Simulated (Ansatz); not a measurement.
Ligand exchange: BH(CH3)F + CH2ClI → BH(CH3)I + CH2ClF

Species: BH(CH3)F, singlet; CH2ClI (chloroiodomethane) `ClCI`, singlet; BH(CH3)I, singlet; CH2ClF (chlorofluoromethane) `FCCl`, singlet. The partners trade F for I: B–F and C–I bonds give way to B–I and C–F.

Shapes, held fixed at every level: PBE0-D4/def2-TZVP. Programs: Ansatz 0.2.0. The zero-point and thermal change to 298 K, harmonic and unscaled (PBE0-D4/def2-TZVP), is +0.9 kJ/mol.

| level | kind | ΔH(298 K) (kJ/mol) | less CCSD(T)/def2-TZVPP |
| --- | --- | --- | --- |
| HF/def2-TZVPP | Hartree–Fock | +92.5 | -4.3 |
| PBE-D4/def2-TZVPP | GGA | +90.2 | -6.6 |
| r2SCAN-D4/def2-TZVPP | meta-GGA | +91.4 | -5.4 |
| B3LYP-D4/def2-TZVPP | global hybrid | +98.8 | +2.0 |
| r2SCAN0-D4/def2-TZVPP | global hybrid | +91.3 | -5.5 |
| wB97M-V/def2-TZVPP | range-separated hybrid | +96.8 | 0.0 |
| CCSD/def2-TZVPP | coupled cluster or CI | +97.0 | +0.2 |
| CCSD(T)/def2-TZVPP | coupled cluster or CI | +96.8 | 0.0 |

The highest level, CCSD(T)/def2-TZVPP, gives ΔH(298 K) = +96.8 kJ/mol; the levels span +90.2 to +98.8. The column of differences is taken from that level and isn't an error. No measured value is set beside it here. For atoms past krypton def2 sets carry core potentials with scalar relativity. Correlated rows may include outer-core shells of I, which these sets cover unevenly.

The exchange is strongly endothermic at every level, so fluorine prefers boron and iodine is better left on carbon. Both elements bind fluorine more strongly than iodine, but the preference is larger for boron. Boron is the more electropositive partner, which makes B–F the more polar bond, and its formally empty p orbital accepts π density from a fluorine lone pair. Iodine's diffuse 5p orbitals overlap less well with that orbital, while the saturated carbon has no comparable acceptor. Geminal lone-pair donation into C–halogen σ* orbitals probably favours CH2ClF somewhat, but falls well short of compensating for the lost B–F bond.

Because the number of bonds to each centre is conserved, much of the correlation energy cancels, which explains why Hartree–Fock already comes close and why perturbative triples change the CCSD value by so little. Exact exchange alone does not account for the spread among functionals, since r2SCAN and r2SCAN0 almost coincide. The reaction enthalpy disfavours the exchange thermodynamically and sets an approximate lower limit on the forward barrier, but does not tell how far above that limit the barrier lies.
